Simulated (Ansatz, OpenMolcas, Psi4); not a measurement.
C2H6FIn (SMILES C[CH](F)[InH2]): methods side by side

The species is C2H6FIn (10 atoms), meant as a singlet with charge 0. As SMILES, `C[CH](F)[InH2]`. The shape is that of a PBE0-D4/def2-TZVP optimisation.

```xyz
10

C    -0.1408    1.2536   -0.5752
C     0.6338    0.1800    0.1372
F     0.8702    0.5971    1.4678
In   -0.3852   -1.7455    0.4238
H     0.3913    2.2105   -0.5415
H    -1.1319    1.3976   -0.1391
H    -0.2719    0.9793   -1.6266
H     1.6212    0.0551   -0.3158
H    -2.0799   -1.6962    0.7627
H     0.4931   -3.2315    0.4066
```

Each level gives the energy change with the C1–C2 bond stretched from 1.503 to 2.706 Å (eV). The values are calculated.

```
                                                               level                    kind     program  value (eV)
                         TPSS/def2-SVP (core potential) (restricted)                meta-GGA  OpenMolcas        3.71
B3LYP-D3(BJ)/def2-SVP (density fitting, core potential) (restricted)           global hybrid        Psi4        4.03
                        B3LYP/def2-SVP (core potential) (restricted)           global hybrid      Ansatz        3.98
                       M06-2X/def2-SVP (core potential) (restricted)         hybrid meta-GGA  OpenMolcas        4.39
                    CAM-B3LYP/def2-SVP (core potential) (restricted)  range-separated hybrid      Ansatz        4.38
                     PBE-QIDH/def2-SVP (core potential) (restricted)           double hybrid      Ansatz        4.53
                     RPA@PBE0/def2-SVP (core potential) (restricted)                     RPA      Ansatz        4.08
                          MP2/def2-SVP (core potential) (restricted)     perturbation theory  OpenMolcas        4.27
```

The first shape isn't each level's own minimum. The values span 3.71 to 4.53 eV. In the correlated wave-function rows the outer d shell of In is correlated, in sets not made for it.

Stretching the C1–C2 bond costs between 3.71 eV (TPSS) and 4.53 eV (PBE-QIDH), so every level describes a strong covalent σ bond, but they disagree appreciably on the cost of pulling it apart. As the carbon hybrids lose overlap, σ and σ* approach each other and the electron pair should localise as one electron on methyl and one on the fluorinated, indium-bearing carbon. A closed-shell determinant instead retains too much ionic character, which probably penalises the stretched geometry more as the share of exact exchange grows, in line with the rise from TPSS through B3LYP to CAM-B3LYP, M06-2X and PBE-QIDH. MP2 and RPA fall inside the density-functional range, but their agreement with particular functionals is no evidence of accuracy, since near-degeneracy also strains both treatments. The numbers therefore say more about sensitivity to left-right correlation than about the strength of this bond, and they don't establish a dissociation energy, which would require separated, relaxed radicals.
